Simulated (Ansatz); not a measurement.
## Ligand exchange: Si(CH3)(SiH3)F2 + SiH3(GeH3) → Si(CH3)(SiH3)2F + GeH3F

Species: Si(CH3)(SiH3)F2, singlet; SiH3(GeH3), singlet; Si(CH3)(SiH3)2F, singlet; GeH3F (fluorogermane) `[F][GeH3]`, singlet. The partners trade F for SiH3: Si–F and Ge–SiH3 bonds give way to Si–SiH3 and Ge–F.

Shapes, held fixed at every level: PBE0-D4/def2-TZVP. Programs: Ansatz 0.2.0. Electronic energies: no zero-point or thermal term.

**Question.** Estimate ΔE of this reaction.

**Answer.** The highest level, CCSD(T)/def2-TZVPP, gives ΔE = +123.2 kJ/mol; the levels span +117.0 to +125.3. The column of differences is taken from that level and isn't an error. No measured value is set beside it here. Relativity is left out for Ge unless named. Correlated rows may include outer-core shells of Ge, which these sets cover unevenly.

```tsv
level	kind	ΔE (kJ/mol)	less CCSD(T)/def2-TZVPP
HF/def2-TZVPP	Hartree–Fock	+124.6	+1.4
r2SCAN-D4/def2-TZVPP	meta-GGA	+122.2	-1.0
B3LYP-D4/def2-TZVPP	global hybrid	+118.7	-4.5
PBE0-D4/def2-TZVPP	global hybrid	+117.2	-6.0
wB97X-V/def2-TZVPP	range-separated hybrid	+117.0	-6.2
CCSD/def2-TZVPP	coupled cluster or CI	+125.3	+2.1
CCSD(T)/def2-TZVPP	coupled cluster or CI	+123.2	0.0
```

The exchange is strongly uphill at every level, so fluorine clearly prefers the difluorinated silicon centre to germanium. The cost lies mainly in trading Si–F for Ge–F, since the Si–Ge and Si–Si bonds that change places are both weakly polar and similar in strength. Silicon is less electronegative than germanium, whose valence shell is contracted by the poorly shielding filled 3d shell, and it forms a shorter, more ionic and stronger bond to fluorine. Breaking up the SiF2 group probably adds to the cost, because two fluorines on one silicon stabilise each other through lone-pair donation into the neighbouring Si–F σ* orbitals.

Hartree–Fock lies only +1.4 kJ/mol from CCSD(T), which suggests that correlation contributions largely cancel when the number of electron-pair bonds is conserved. With two molecules on each side, entropy is unlikely to overturn so large a preference for the reactants. The single reaction energy can't separate the intrinsic Si–F advantage from the geminal effect; an analogous exchange starting from a monofluorosilane would help to do so.
